## Estimating hybrid-functional levels from one gap

In this crystal the step from r2SCAN to HSE06 acts almost like a lift under the conduction bands. Measured from the top of the valence band, every listed conduction level rises by 0.45 to 0.64 eV, while the listed valence levels move by less than 0.05 eV. The HSE06 levels can therefore be estimated with pencil and paper from the r2SCAN levels and a single HSE06 number, the band gap.

Ga2PN, 8 atoms in the cell, built as ordered alloy on zincblende lattice, space group I-42d (122), conventional a = 4.990, c = 9.815 Å, 15.27 Å³ an atom. Band levels by a costlier level of theory given those of a cheaper one on the same cell, each from its own valence top. Ansatz 0.2.0, plane-wave PAW, no spin polarisation, cell relaxed with r2SCAN; cheaper level r2SCAN; costlier level HSE06; k mesh 8×8×8 for the cheaper level and 4×4×4 for the costlier one. The crystal is hypothetical and was relaxed within its symmetry, so it need not be the stable phase or even dynamically stable. The levels were not checked against a second code.

| point name | band v2, cheaper level (eV) | band v1, cheaper level (eV) | band c1, cheaper level (eV) | band c2, cheaper level (eV) | band v2, costlier level (eV) | band v1, costlier level (eV) | band c1, costlier level (eV) | band c2, costlier level (eV) |
| --- | --- | --- | --- | --- | --- | --- | --- | --- |
| Gamma | -0.244 | 0.000 | 1.766 | 2.239 | -0.264 | 0.000 | 2.341 | 2.686 |
| X | -0.484 | -0.484 | 2.542 | 2.542 | -0.443 | -0.443 | 3.153 | 3.153 |
| P | -1.059 | -1.059 | 3.132 | 3.132 | -1.043 | -1.043 | 3.761 | 3.761 |
| N | -1.646 | -0.398 | 3.748 | 4.121 | -1.691 | -0.362 | 4.350 | 4.765 |
| M | -1.196 | -1.196 | 2.188 | 2.188 | -1.176 | -1.176 | 2.667 | 2.667 |
| S | -0.988 | -0.645 | 2.889 | 3.943 | -1.018 | -0.624 | 3.436 | 4.564 |
| S_0 | -0.988 | -0.645 | 2.889 | 3.943 | -1.018 | -0.624 | 3.436 | 4.564 |
| R | -0.801 | -0.801 | 2.894 | 2.894 | -0.776 | -0.776 | 3.515 | 3.515 |
| G | -0.801 | -0.801 | 2.894 | 2.894 | -0.776 | -0.776 | 3.515 | 3.515 |

Each row is a k point, that is, one wavevector of an electron in the crystal. The bands v1 and v2 are the highest and second-highest filled ones, c1 and c2 the lowest and second-lowest empty ones. Both levels of theory put the gap at Γ, between v1 and c1, as far as the k mesh and the named points can show. The rows S and S_0 repeat each other, as do R and G, so they count once each.

### Why one number goes a long way

A helium atom shows the mechanism in its simplest form. In Hartree–Fock theory, exchange frees an electron in the filled orbital from its own repulsion, whereas an electron placed in an empty orbital would feel the repulsion of both electrons already there. A functional that depends on the density alone gives both orbitals the same potential. Compared with it, exact exchange favours filled orbitals over empty ones and widens the distance between them. The picture carries over to a solid in its direction only: HSE06 uses a fraction of exact exchange, limits it to short range, and applies it to electrons spread over the whole crystal.

Suppose now that this exchange lowers all states near the valence top by about the same amount, and shifts all low conduction states by another common amount. Because the energies are counted from the valence top, the common lowering of the filled states drops out. What remains is one constant $\Delta$, the difference between the two shifts, which appears as a rise of the conduction levels:

$$E_v^{\text{HSE06}} \approx E_v^{\text{r2SCAN}}, \qquad E_c^{\text{HSE06}} \approx E_c^{\text{r2SCAN}} + \Delta .$$

The assumption is reasonable when the states within each group are of similar character, since exchange depends on how an orbital is spread over the atoms. The argument leads one to expect a positive $\Delta$, but it neither proves the sign nor gives the size, because r2SCAN is not the plain density functional of this comparison. It also uses the kinetic-energy density of the orbitals, and it differs from PBE, the functional on which HSE06 is built. The size is therefore read from the gap: $\Delta = 2.341 - 1.766 = 0.575$ eV.

### Two points worked by hand

Take the point N, whose levels played no part in fixing $\Delta$. The valence level v1 is left at −0.398 eV. The conduction level c1 becomes

$$3.748 + 0.575 = 4.323\ \text{eV}.$$

HSE06 gives −0.362 and 4.350 eV, so both estimates are within 0.04 eV.

The point M, equally unused, is a harder case. The estimate for c1 is $2.188 + 0.575 = 2.763$ eV, but HSE06 gives 2.667 eV. The rule is too high by about 0.10 eV, which is a sixth of the lift itself.

### How accurate the rule is

Apart from the gap, the table holds nine distinct conduction levels on which the rule can be tried. The root-mean-square miss is 0.07 eV, and seven of the nine are estimated to within that amount. The other two, c1 at M and c2 at Γ, come out too high by 0.10 and 0.13 eV. Valence levels left as they are miss by 0.03 eV in the root mean square.

It matters that the correction is added and not multiplied. The gap grows by a factor of 1.326, and it is tempting to stretch every conduction energy by that factor. At N this would put c1 near 4.97 eV, about 0.6 eV too high. The error tends to grow with energy because the factor enlarges the whole distance from the valence top, whereas the calculated rise stays between 0.45 and 0.64 eV.

A gentler stretch might still seem worthwhile, since the higher levels do tend to rise a little more. A straight line for the rise against energy, fitted to the nine levels without the gap, lowers their root-mean-square miss to 0.045 eV. It then underestimates the gap by 0.09 eV, and the levels at Γ show why energy alone is a poor guide: c2 lies above c1 and yet rises less. The analysis printed after the text gives the details of that fit.

### Where the estimate loses its value

The two poorly estimated levels may have a common origin. Ga2PN is built here on the zincblende lattice, but its repeating cell is larger, so that several zincblende wavevectors fall on the same point of the new cell. The zincblende point X, which is not the X of this table, falls on Γ and on M. The two levels that lag behind could thus be descendants of zincblende X states, with a different orbital character from c1 at Γ. This is a guess, because the orbital character of the levels was not calculated.

Whatever its origin, the lag matters most when two conduction levels are compared. A constant lift leaves their separation unchanged, so the rule keeps c1 at M 0.422 eV above c1 at Γ. In HSE06 the separation is 0.326 eV, which makes the estimate about 30 % too large. An error that is modest for a level measured from the valence top becomes serious for the small distance between two conduction levels.

At the other end of the scale, the small movements of the valence levels should not be interpreted. The HSE06 run used a coarser k mesh and a lower plane-wave cutoff, 420 instead of 500 eV, and the effect of this difference on the levels was not determined. A change of a few hundredths of an electronvolt may come from the settings as well as from the functional.

The lift also belongs to fixed atoms. Both functionals were applied to the structure relaxed with r2SCAN, in which HSE06 still finds forces of about 0.09 eV/Å on the gallium atoms. Letting them move would change the HSE06 gap, and $\Delta$ with it, by an amount that was not calculated.

Finally, the rule is tried only on states near the gap, down to about 1.7 eV below the valence top. It should not be carried down to the gallium 3d shell. Those electrons are far more localised, and exact exchange is known to lower such states more than the spread-out states at the valence top. For another compound, the same reasoning suggests calculating its own gap at both levels, adding the difference to the conduction levels, and trusting the result most for states that resemble the band edge.

Printed output of the fit:

```
Estimates and misses (estimate less computed) in eV:
    row  c1 estimate  c1 miss  c2 estimate  c2 miss  v1 miss  v2 miss
  Gamma        2.341        0        2.814    0.128        0     0.02
      X        3.117   -0.036        3.117   -0.036   -0.041   -0.041
      P        3.707   -0.054        3.707   -0.054   -0.016   -0.016
      N        4.323   -0.027        4.696   -0.069   -0.036    0.045
      M        2.763    0.096        2.763    0.096    -0.02    -0.02
      S        3.464    0.028        4.518   -0.046   -0.021     0.03
    S_0        3.464    0.028        4.518   -0.046   -0.021     0.03
      R        3.469   -0.046        3.469   -0.046   -0.025   -0.025
      G        3.469   -0.046        3.469   -0.046   -0.025   -0.025
Lift taken from the gap at Gamma, eV: 0.575
Mean rise of the nine other conduction levels, eV: 0.5779
Smallest rise among the nine, eV: 0.447
Largest rise among the nine, eV: 0.644
Root-mean-square miss of the constant lift over the nine, eV: 0.06693
Largest miss of the constant lift, eV: 0.128
Number of the nine missed by less than 0.07 eV: 7
Root-mean-square miss of unchanged valence levels over nine, eV: 0.02986
Largest miss of unchanged valence levels, eV: 0.045
Gap ratio, costlier to cheaper: 1.326
Root-mean-square miss when conduction energies are multiplied by the gap ratio, eV: 0.4595
fit of rise on 9 rows: constant 0.3526 +/- 0.079, coefficient of cheap 0.07321 +/- 0.025; rms 0.0448, worst X -0.0723, leave-one-out rms 0.0567
Miss of that line for the gap at Gamma, eV: -0.09311
Lowest conduction level at M above that at Gamma, cheaper level, eV: 0.422
Lowest conduction level at M above that at Gamma, costlier level, eV: 0.326
Second above first conduction level at Gamma, cheaper level, eV: 0.473
Second above first conduction level at Gamma, costlier level, eV: 0.345
```
